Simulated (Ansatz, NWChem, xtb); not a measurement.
Group exchange: H2O2 + C2H4Si → SiH3(OH) + C2H2O

Gas-phase species: H2O2 (hydrogen peroxide) `OO`, singlet; C2H4Si (ethynylsilane) `C#C[SiH3]`, singlet; SiH3(OH) (silanol), singlet; C2H2O (ethynol) `C#CO`, singlet. The partners trade OH for SiH3: O–OH and C–SiH3 bonds give way to O–SiH3 and C–OH.

Shapes, held fixed at every level: PBE0-D4/def2-TZVP. Flexible molecules stand in one conformer, not always the lowest. Programs: Ansatz 0.2.0, NWChem 7.3.0, xtb 6.7.1. A level may come from different programs for different species; with the same settings they agree closely. The zero-point and thermal change to 298 K, harmonic and unscaled (PBE0-D4/def2-TZVP), is -0.5 kJ/mol.

```json
{"level": "GFN0-xTB", "kind": "semi-empirical", "ΔH(298 K) (kJ/mol)": "-175.0", "less CCSD(T)/CBS estimate": "+116.4"}
{"level": "HF/def2-TZVPP", "kind": "Hartree–Fock", "ΔH(298 K) (kJ/mol)": "-321.2", "less CCSD(T)/CBS estimate": "-29.8"}
{"level": "SPW92/def2-TZVPP", "kind": "LDA", "ΔH(298 K) (kJ/mol)": "-304.9", "less CCSD(T)/CBS estimate": "-13.5"}
{"level": "PBE0/def2-SVP", "kind": "global hybrid", "ΔH(298 K) (kJ/mol)": "-293.5", "less CCSD(T)/CBS estimate": "-2.1"}
{"level": "B3LYP-D4/def2-TZVPP", "kind": "global hybrid", "ΔH(298 K) (kJ/mol)": "-289.2", "less CCSD(T)/CBS estimate": "+2.2"}
{"level": "BHLYP-D4/def2-TZVPP", "kind": "global hybrid", "ΔH(298 K) (kJ/mol)": "-306.9", "less CCSD(T)/CBS estimate": "-15.5"}
{"level": "wB97X-V/def2-TZVPP", "kind": "range-separated hybrid", "ΔH(298 K) (kJ/mol)": "-290.2", "less CCSD(T)/CBS estimate": "+1.2"}
{"level": "CCSD(T)/def2-SVP", "kind": "coupled cluster or CI", "ΔH(298 K) (kJ/mol)": "-280.0", "less CCSD(T)/CBS estimate": "+11.4"}
{"level": "CCSD(T)/CBS estimate", "kind": "coupled cluster or CI", "ΔH(298 K) (kJ/mol)": "-291.4", "less CCSD(T)/CBS estimate": "0.0"}
```

The highest level, CCSD(T)/CBS estimate, gives ΔH(298 K) = -291.4 kJ/mol; the levels span -321.2 to -175.0. GFN0-xTB strays far from the other rows. The column of differences is taken from that level and isn't an error. No measured value is set beside it here. The CBS estimate extrapolates MP2 from def2-TZVPP and def2-QZVPP and adds CCSD(T) − MP2 in the triple-zeta set, cores frozen.

The exchange is strongly exothermic at every level, and with a thermal contribution of only -0.5 kJ/mol the driving force is almost entirely electronic. The weak O–O bond of the peroxide, destabilised by repulsion between adjacent lone pairs, is given up along with a C–Si bond. In return come a very strong, polar Si–O bond and a C–O bond to an sp carbon, where an oxygen lone pair can conjugate with the triple bond.

Hartree–Fock exaggerates the exothermicity by 29.8 kJ/mol relative to the coupled-cluster estimate, probably because the O–O bond depends more on electron correlation than the bonds replacing it. B3LYP-D4 and wB97X-V lie close to that estimate. So does PBE0, but in a double-zeta basis; since CCSD(T) in the same basis is off by 11.4 kJ/mol, this agreement may owe something to cancellation and is weak evidence for the functional itself. The enthalpy refers to ethynol, not to its more stable isomer ketene, whose formation would release still more heat.
